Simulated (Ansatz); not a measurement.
**Ligand exchange: how K changes with temperature for C2H3Br + C2H8Si ⇌ C2H4 + C2H7BrSi**

Species: C2H3Br (vinyl bromide) `C=CBr`, singlet; C2H8Si `CC[SiH3]`, singlet; C2H4 (ethylene) `C=C`, singlet; C2H7BrSi `CC[SiH2]Br`, singlet. The partners trade Br for H: C–Br and Si–H bonds give way to C–H and Si–Br.

The electronic reaction energy at CCSD(T)/def2-TZVPP is -145.8 kJ/mol. Shapes: PBE0-D4/def2-TZVP. Flexible molecules stand in one conformer, not always the lowest. Programs: Ansatz 0.2.0. Enthalpy and entropy come from rigid-rotor, harmonic-oscillator sums on unscaled PBE0-D4/def2-TZVP wavenumbers, ideal gases at 1 bar. Symmetry numbers: C2H3Br 1, C2H8Si 1, C2H4 4, C2H7BrSi 1. R = 8.3145 J/(mol K).

| T (K) | ΔH (kJ/mol) | ΔS (J/(mol K)) |
| --- | --- | --- |
| 500 | -137.7 | -10.5 |
| 700 | -138.2 | -11.5 |
| 900 | ? | ? |

Q: Work out ln K at 500 and 700 K, and from these estimate it at 900 K.

A: 
1. 500 K: ΔG = -137.7 − 500 × (-10.5)/1000 = -132.4 kJ/mol; ln K = −ΔG/RT = +31.85.
2. 700 K: ΔG = -138.2 − 700 × (-11.5)/1000 = -130.1 kJ/mol; ln K = −ΔG/RT = +22.35.
3. Slope against 1000/T: (+22.35 − (+31.85))/(1.4286 − 2.0000) = +16.62, that is −ΔH/R with ΔH near -138 kJ/mol.
4. 900 K: ln K = +31.85 + (+16.62) × (1.1111 − 2.0000) = +17.08.

The full sums give ΔH = -138.9 kJ/mol, ΔS = -12.3 J/(mol K), ΔG = -127.8 kJ/mol and ln K = +17.08 at 900 K, so the line is off by 0.00 in ln K; without rounding the miss is +0.02, from the change of ΔH with temperature. The products are favoured over this whole range. An error of 10 kJ/mol in the energy moves ln K by 1.3 at 900 K. Soft modes are treated as harmonic, which can err either way at these temperatures; the lowest are those of C2H8Si (142 cm⁻¹), C2H7BrSi (69 cm⁻¹). Other conformers aren't counted. Relativity is left out for Br. Outer-core shells of Br are correlated, in sets that cover them unevenly.

The exchange is driven by enthalpy. Silicon is much more electropositive than carbon, so its bond to bromine is strongly polar and stronger than the C–Br bond it replaces; the C–H bond formed is also stronger than the Si–H bond broken, so both halves of the exchange favour the products. Two molecules give two molecules, so little translational entropy is at stake. The small negative ΔS is largely a matter of symmetry: ethylene's symmetry number of 4 lowers the product entropy by R ln 4, which is close to the whole of the tabulated value. ln K falls on heating as expected for an exothermic reaction, mostly because a nearly constant ΔG is divided by a growing RT. The almost straight van 't Hoff line reflects the near-cancellation of heat capacities between the two sides. The margin is wide enough that an energy error of 10 kJ/mol would not reverse the preference for products, but a large K says nothing about the rate, or about competing hydrosilylation of the C=C bond.
